## The exponent of the hot-carrier tail and its trivial root

A carrier in a strong uniform field $F$ gains energy between collisions and loses it to optical phonons. Far above the mean energy its distribution falls exponentially, and the exponent controls the impact ionisation coefficient $\alpha$. The equation for that exponent has two real roots. One of them, $s=0$, is not the tail of the steady distribution. After the model is set up, a calculation that accepts $s=0$ is carried through. **That calculation is wrong**, and it is diagnosed and mended afterwards.

### Model and characteristic equation

The model is that of Baraff (1962). The band is parabolic and isotropic, the mean free path $\lambda$ is independent of energy, scattering is isotropic, and every collision emits one phonon of energy $E_R$. Let $\mu$ be the cosine between the velocity and the force on the carrier, and let $\langle\cdot\rangle=\tfrac12\int_{-1}^{1}d\mu$. The occupation is $f(E,\mu)$, with $f_0=\langle f\rangle$. Energies are measured in units of the gain over one free path along the force:

$$\varepsilon=\frac{E}{eF\lambda},\qquad r=\frac{E_R}{eF\lambda},\qquad \varepsilon_i=\frac{E_i}{eF\lambda},$$

with $E_i$ the ionisation threshold. The out-scattering rate is $v/\lambda$. The in-scattering term carries the ratio of $vN$ at $E+E_R$ and at $E$, where $N$ is the density of states and $vN\propto E$. Below threshold the steady Boltzmann equation is

$$\mu\,\frac{\partial f}{\partial\varepsilon}+\frac{1-\mu^2}{2\varepsilon}\frac{\partial f}{\partial\mu}+f=\frac{\varepsilon+r}{\varepsilon}\,f_0(\varepsilon+r).\tag{1}$$

For $\varepsilon\gg1$ and $\varepsilon\gg r$ the turning of the velocity and the factor $(\varepsilon+r)/\varepsilon-1$ are of order $1/\varepsilon$ and drop out at leading order. The trial form $f=e^{-s\varepsilon}\varphi(\mu)$ then gives $(1-s\mu)\varphi=e^{-sr}\langle\varphi\rangle$, so that $\varphi\propto1/(1-s\mu)$. A positive distribution needs real $s$ with $|s|<1$. Averaging over $\mu$ gives the condition obtained by Keldysh (1965):

$$A(s)\equiv\Big\langle\frac{1}{1-s\mu}\Big\rangle=\frac{1}{2s}\ln\frac{1+s}{1-s}=e^{sr},\tag{2}$$

or equivalently $G(s)\equiv\ln A(s)-sr=0$.

The setting is 4H-SiC at $F=2$ MV/cm with a typical optical phonon energy $E_R=0.1$ eV. The measured gap is 3.26 eV (compiled value, Deguchi 2016). For two parabolic bands of equal mass and a direct transition, the three final carriers at threshold share the momentum equally and each holds $E_i/9$, so $E_i=E_g+E_i/3$ and $E_i=\tfrac32E_g$. This rule is assumed here, although 4H-SiC has an indirect gap, and it gives $E_i=4.89$ eV. The mean free path is assumed to be $\lambda=2$ nm. Then $eF\lambda=0.400$ eV, $r=0.250$ and $\varepsilon_i=12.2$.

### The wrong attempt

The following four lines lead to a false result.

**W1.** Solve $G(s)=0$ at $r=0.250$ by Newton's method. The phonon energy is small, so start from $s=0.1$. The iterates are $-0.0185$ and $-0.0004$, and they converge to zero.

**W2.** Substitution confirms the root, since $A(0)=1=e^{0}$. Hence $s=0$ is the exponent of the tail, and $\varphi=1$, which seems natural for isotropic scattering.

**W3.** The tail factor at threshold is $e^{-s\varepsilon_i}=1$. Phonon emission does not deplete the distribution.

**W4.** Every carrier therefore ionises once it has drifted the distance $E_i/eF$, and restarts near zero energy:

$$\alpha_{\rm wrong}=\frac{eF}{E_i}=4.09\times10^{5}\ {\rm cm^{-1}},$$

which is one pair in every 24 nm. This answer is wrong.

### The symptom

The answer contains neither $\lambda$ nor $E_R$. It would survive unchanged if the mean free path were made arbitrarily short, and it falls only linearly as $F\to0$, where ionisation must become exponentially rare. It also breaks the energy balance. Per unit drift length the field supplies $eF$, and ionisation removes about $\alpha E_i$ in the convention of W4. Thus $eF/E_i$ is a ceiling, reached only if the phonons take nothing. A carrier that crosses 24 nm suffers on average at least $\varepsilon_i=12.2$ collisions and emits at least 1.2 eV.

The distribution itself shows the same fault. A flat $f_0$ weighted with $N\propto E^{1/2}$ cannot be normalised when the threshold is moved to infinity. An isotropic $\varphi$ has $\langle\mu f\rangle=0$, so at this order the carriers draw no power from the field while they emit phonons at every collision.

### The faulty line

W1 is correct arithmetic and the substitution in W2 is correct. The fault is the word "hence" in W2: a root of (2) yields a solution of the local equation, and the boundary conditions decide which solution occurs.

The root $s=0$ exists for every $r$, for a reason unrelated to the field. With the free path $l$ in units of $\lambda$, distributed as $e^{-l}$, one has $1/(1-s\mu)=\int_0^\infty e^{-l}e^{s\mu l}\,dl$. Equation (2) therefore reads $\overline{e^{s\Delta}}=1$, where $\Delta=\mu l-r$ is the energy change over one flight and one collision, and the bar averages over $\mu$ and $l$. At $s=0$ this says only that probabilities sum to one.

The meaning of the two roots follows from the flux of carriers along the energy axis. Averaging (1) over $\mu$, with one integration by parts, gives $\frac{d}{d\varepsilon}\big[\varepsilon\langle\mu f\rangle\big]=(\varepsilon+r)f_0(\varepsilon+r)-\varepsilon f_0(\varepsilon)$. The quantity

$$j=\varepsilon\langle\mu f\rangle-\int_\varepsilon^{\varepsilon+r}\varepsilon' f_0(\varepsilon')\,d\varepsilon'\tag{3}$$

is therefore independent of $\varepsilon$. Its first term is the upward flux driven by the field, and its second the downward flux through phonon emission. For $f=e^{-s\varepsilon}/(1-s\mu)$ one has $\langle\mu\varphi\rangle=(A-1)/s$ and $f_0=Ae^{-s\varepsilon}$, so at leading order

$$\frac{j}{\varepsilon}=e^{-s\varepsilon}\,\frac{(A-1)-A(1-e^{-sr})}{s}=e^{-s\varepsilon}\,\frac{Ae^{-sr}-1}{s}.\tag{4}$$

At a nonzero root of (2) the flux vanishes. At $s=0$ the limit of (4) is $-r$. The trivial root describes carriers fed in at high energy that cascade down the phonon ladder. With a positive amplitude it needs a source above the range considered, and the physical problem has none: a threshold is a sink. The constancy of $j$ also shows that this mode is $f_0\propto1/\varepsilon$ once the factor $\varepsilon$ is respected, and $Nf_0\propto E^{-1/2}$ is still not normalisable.

### The mended calculation

$G(s)=\ln\overline{e^{s\Delta}}$ is the logarithm of a moment-generating function and is convex. It has $G(0)=0$ and $G'(0)=\overline{\Delta}=-r<0$, and it diverges to $+\infty$ as $s\to1$. There is thus exactly one root $s_0$ in $(0,1)$. For $-1<s<0$ both $\ln A$ and $-sr$ are positive, so no negative root exists. A Newton step taken from the left of the minimum of $G$, as in W1, points away from $s_0$. The remedy is to divide the trivial root out:

$$r=\frac{\ln A(s_0)}{s_0}=\frac{s_0}{3}+\frac{13}{90}s_0^3+\dots\tag{5}$$

The series follows from $A=\sum_n s^{2n}/(2n+1)$. Since $\ln A$ is convex and vanishes at the origin, the ratio in (5) rises monotonically from $0$ to $\infty$, and bisection on $(0,1)$ always finds the root.

At high field, $r\ll1$, inversion of (5) gives $s_0=3r-11.7\,r^3+\dots$ The tail becomes $\exp[-3E_RE/(eF\lambda)^2]$, the nearly isotropic diffusion result of Wolff (1954). At low field, $r\gg1$, equation (2) in the form $(1-s_0)/(1+s_0)=\exp(-2s_0e^{s_0r})$ gives $1-s_0\simeq2\exp(-2e^{r})$. The tail becomes $\exp(-E/eF\lambda)$, the probability of a collision-free flight in the picture of Shockley (1961). Both limits bound $s_0$ from above. The bound $s_0<1$ is built in. Term by term $1/(2n+1)\ge1/(3^nn!)$, with strict inequality from $n=2$ on, so $A>e^{s^2/3}$, which at the root means $s_0r>s_0^2/3$, that is $s_0<3r$.

For the inputs above, with $\lambda$, $E_R$ and $E_i$ fixed:

| $F$ (MV/cm) | $eF\lambda$ (eV) | $r$ | $3r$ | $s_0$ | $s_0E_i/eF\lambda$ |
|---|---|---|---|---|---|
| 1 | 0.200 | 0.500 | 1.500 | 0.876 | 21.4 |
| 2 | 0.400 | 0.250 | 0.750 | 0.616 | 7.53 |
| 4 | 0.800 | 0.125 | 0.375 | 0.354 | 2.16 |

At 2 MV/cm, $A(s_0)=1.167$, the tail decays on the scale $eF\lambda/s_0=0.65$ eV, and the forward-to-backward ratio $(1+s_0)/(1-s_0)$ is 4.2. The tail factor at threshold is $e^{-7.53}=5.4\times10^{-4}$. Neither limit serves at this field. The Wolff exponent, 9.17, gives $1.0\times10^{-4}$, and the Shockley exponent gives $4.9\times10^{-6}$.

The trivial mode does have a place, with a small negative amplitude. Let the threshold be hard, so that $f_0\approx0$ at $\varepsilon_i$, and let $s_0\varepsilon_i\gg1$. Then

$$f\simeq\frac{e^{-s_0\varepsilon}}{1-s_0\mu}-C\,\frac{\varepsilon_i}{\varepsilon},\qquad C=A\,e^{-s_0\varepsilon_i},$$

with $A=A(s_0)$. The first term carries no flux. The second carries $j=+r\varepsilon_iC$ upward into the sink. With $vN=bE$, $b$ a constant, the ionisation rate per volume is $b(eF\lambda)^2j/\lambda$ and the particle current is $b(eF\lambda)^2\int\varepsilon\langle\mu f\rangle\,d\varepsilon$. Their ratio is $\alpha$. For an estimate, extend the first term down to $\varepsilon=0$, so that the integral equals $(A-1)/s_0^3$:

$$\alpha\lambda\simeq\frac{r\,\varepsilon_i\,A\,s_0^3}{A-1}\;e^{-s_0E_i/eF\lambda}.\tag{6}$$

The exponential dependence on $E_i$ enters through the amplitude of the flux-carrying mode, which the sink ties to the decaying one. In the setting the prefactor is 5.0 and $\alpha\lambda\approx2.7\times10^{-3}$. The model's coefficient is about $1\times10^{4}$ cm$^{-1}$, one pair in about 0.7 µm. The share of the field's work that goes into ionisation is $\alpha E_i/eF=\alpha\lambda\varepsilon_i\approx0.03$, well below the ceiling.

### Neglected terms

The $1/\varepsilon$ terms of (1) give the tail a power-law factor. Insert $f=\varepsilon^{p}e^{-s\varepsilon}[\varphi+\varphi_1/\varepsilon]$ with $\varphi=1/(1-s\mu)$ and $s$ a root of (2). The order $1/\varepsilon$ reads

$$(1-s\mu)\varphi_1+p\mu\varphi+\tfrac12(1-\mu^2)\,\partial_\mu\varphi=e^{-sr}\langle\varphi_1\rangle+(p+1)r .$$

Multiplying by $\varphi$ and averaging removes $\varphi_1$. With $\langle\mu\varphi^2\rangle=A'\equiv dA/ds$ and $\tfrac12\langle(1-\mu^2)\varphi\,\partial_\mu\varphi\rangle=A'/2$, the condition is $(p+\tfrac12)A'=(p+1)rA$, or

$$p=-\frac{A'/2-rA}{A'-rA}.$$

At $s=0$ this gives $p=-1$, as found from the flux. At $s_0=0.616$ it gives $p=-0.16$, a factor $\varepsilon_i^{\,p}=0.67$ between $\varepsilon=1$ and threshold.

The point at which $f_0$ extrapolates to zero lies above $E_i$, because a carrier must collide before it ionises. A shift by one $eF\lambda$ multiplies $\alpha$ by $e^{-s_0}=0.54$. The current integral has its largest weight at $\varepsilon=1/s_0=1.6$, where the asymptotic form is only rough. Phonon absorption replaces $e^{-sr}$ by $[(n_B+1)e^{-sr}+n_Be^{sr}]/(2n_B+1)$, with $n_B$ the Bose occupation. At 300 K, $n_B=0.021$, the root at fixed $\lambda$ moves to 0.596, and the tail factor grows by 1.3. These corrections leave (6) uncertain by a factor of two to three, so only the order of $\alpha$ is supported. Beyond them lie the model's premises. The assumed $\lambda$ is only 2.0 times the measured lattice constant $c=10.0848$ Å (compiled value, listed 2001), and a parabolic band cannot hold up to several eV.

The value of $\lambda$ was chosen so that the model lands near typical hole coefficients of 4H-SiC at this field, several $10^{3}$ cm$^{-1}$. The model's number lies at or somewhat above the top of that range, which tests nothing because $\lambda$ was adjusted, and it exceeds typical electron coefficients along the $c$ axis by two orders of magnitude or more.

### Size of the error

Within the model, accepting $s=0$ replaces the exponent 7.53 by zero and overstates the tail at threshold by $e^{7.53}=1.9\times10^{3}$. The error in $\alpha$ is smaller, because W4 pairs its unit tail factor with the prefactor $eF/E_i$, which is below that of (6). It is the inverse of the energy share found above: $\alpha_{\rm wrong}$ is about 30 times too large, within the factor of two to three that (6) allows. The corrections listed are far smaller than either discrepancy. The error grows rapidly as the field falls, since the exponent lost at 1 MV/cm is 21.4, while $\alpha_{\rm wrong}$ merely halves.